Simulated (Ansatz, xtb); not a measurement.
**Two isomers of C4H6OS2Si**

Structure a: `C=C[Si]1(O)SC=CS1`, a singlet. Structure b: `O[Si@H](S)c1cccs1`, a singlet. Both are isolated molecules in the gas phase, relaxed with PBE-D3(BJ)/def2-SVP; each stands in its lowest conformer found.

a (Å):

```yaml
atoms:
  - { symbol: C, position_ang: [1.7893, -1.6405, -1.8588] }
  - { symbol: C, position_ang: [1.0106, -1.3166, -0.8066] }
  - { symbol: C, position_ang: [-1.1244, 1.7356, 1.5790] }
  - { symbol: C, position_ang: [-2.1907, 1.1694, 0.9643] }
  - { symbol: O, position_ang: [0.4862, 1.0961, -2.1183] }
  - { symbol: S, position_ang: [0.5488, 1.4214, 1.1079] }
  - { symbol: S, position_ang: [-2.0473, 0.0429, -0.3887] }
  - { symbol: Si, position_ang: [0.0932, 0.2939, -0.6981] }
  - { symbol: H, position_ang: [2.3291, -2.6020, -1.9099] }
  - { symbol: H, position_ang: [1.9143, -0.9509, -2.7102] }
  - { symbol: H, position_ang: [0.9013, -2.0244, 0.0341] }
  - { symbol: H, position_ang: [0.0735, 1.9736, -2.2091] }
  - { symbol: H, position_ang: [-1.2471, 2.4366, 2.4188] }
  - { symbol: H, position_ang: [-3.2224, 1.3876, 1.2801] }
```

b (Å):

```yaml
atoms:
  - { symbol: C, position_ang: [-0.6290, -0.0846, 0.1502] }
  - { symbol: C, position_ang: [-1.8668, 0.2992, 0.6613] }
  - { symbol: C, position_ang: [-2.9708, -0.3276, 0.0122] }
  - { symbol: C, position_ang: [-2.5710, -1.1900, -0.9941] }
  - { symbol: O, position_ang: [2.1997, -0.7448, 0.2601] }
  - { symbol: S, position_ang: [0.8801, 0.8993, 2.7504] }
  - { symbol: S, position_ang: [-0.8513, -1.2323, -1.1471] }
  - { symbol: Si, position_ang: [1.0865, 0.4530, 0.6447] }
  - { symbol: H, position_ang: [1.9930, -1.6183, 0.6394] }
  - { symbol: H, position_ang: [1.6139, 1.6491, -0.0818] }
  - { symbol: H, position_ang: [2.0265, 1.6347, 2.8040] }
  - { symbol: H, position_ang: [-1.9645, 1.0155, 1.4900] }
  - { symbol: H, position_ang: [-4.0234, -0.1541, 0.2758] }
  - { symbol: H, position_ang: [-3.1989, -1.8041, -1.6520] }
```

Task: Estimate which is lower in electronic energy at CCSD(T)/def2-SVP + ΔMP2/def2-TZVPP, and by roughly how much.

Result: Too close to call at this level: CCSD(T)/def2-SVP + ΔMP2/def2-TZVPP gives E(b) − E(a) = −0.68 kcal/mol.

Level by level:

```csv
level,geometry,E(b) − E(a) (kcal/mol),departure from the last row (kcal/mol),"job, with rough time for the two"
GFN2-xTB,GFN2-xTB,−14.73,−14.05,"optimisation, 0.47 s"
HF/STO-3G,GFN2-xTB,+3.87,+4.54,"single point, 0.5 s"
r2SCAN-D4/def2-SVP,GFN2-xTB,−1.67,−1.00,"single point, 5.2 s"
PBE-D3(BJ)/def2-SVP,PBE-D3(BJ)/def2-SVP,−1.34,−0.66,"optimisation, 45 s"
HF/def2-SVP,PBE-D3(BJ)/def2-SVP,+1.15,+1.83,part of the CCSD(T) run
MP2/def2-SVP,PBE-D3(BJ)/def2-SVP,−5.82,−5.15,part of the CCSD(T) run
CCSD(T)/def2-SVP,PBE-D3(BJ)/def2-SVP,−1.35,−0.67,single point
CCSD(T)/def2-SVP + ΔMP2/def2-TZVPP,PBE-D3(BJ)/def2-SVP,−0.68,,"single point, 1.7 min"
```

As drawn, b has 3 C∷C, 2 C∷S, 1 Si–H, 1 S–H in place of 2 C=C, 1 S–Si, 2 C–S, 2 C–H (∷ is an aromatic bond). Structure a has a 5-membered ring, b a 5-membered ring (with an aromatic ring).

The largest departure from CCSD(T)/def2-SVP + ΔMP2/def2-TZVPP is that of GFN2-xTB, 14.05 kcal/mol. The last row adds to CCSD(T) the change of the MP2 difference between the two basis sets, here +0.67 kcal/mol.

With thermal terms from frequencies at re-optimised GFN2-xTB minima (ideal gas, soft modes damped towards free rotors, one conformer each, 298.15 K, 1 atm): on the last row, ΔE + ΔZPE = −3.10, ΔH = −3.25, ΔG = −2.95 kcal/mol.

The correlated steps freeze 20 core orbitals. Mirror images aren't counted in ΔG. Run with Ansatz 0.2.0, xtb 6.7.1; the last row on 4 threads of Arm Neoverse V1 on a shared host.

The near-degeneracy reflects compensation between quite different bonding patterns. Isomer b gains an aromatic thiophene ring and an additional carbon–carbon linkage, but pays for them by giving up a strong Si–S bond and exchanging two C–H bonds for weaker Si–H and S–H bonds. Electron correlation tips this balance: Hartree–Fock favours a in both basis sets, whereas MP2/def2-SVP favours b by 5.82 kcal/mol and CCSD(T) in the same basis by only 1.35 kcal/mol, probably because MP2 exaggerates the correlation stabilisation of the delocalised π system.

Zero-point energy strengthens the preference for b, as expected when stiff C–H stretches are replaced by softer Si–H and S–H stretches. The free-energy difference of −2.95 kcal/mol therefore owes more to vibrations than to electronic binding, and entropy changes it little. This suggests a modest thermodynamic preference for b in the gas phase, not a decisive electronic one. Nothing here bears on how readily the isomers interconvert, which would require extensive bond reorganisation.
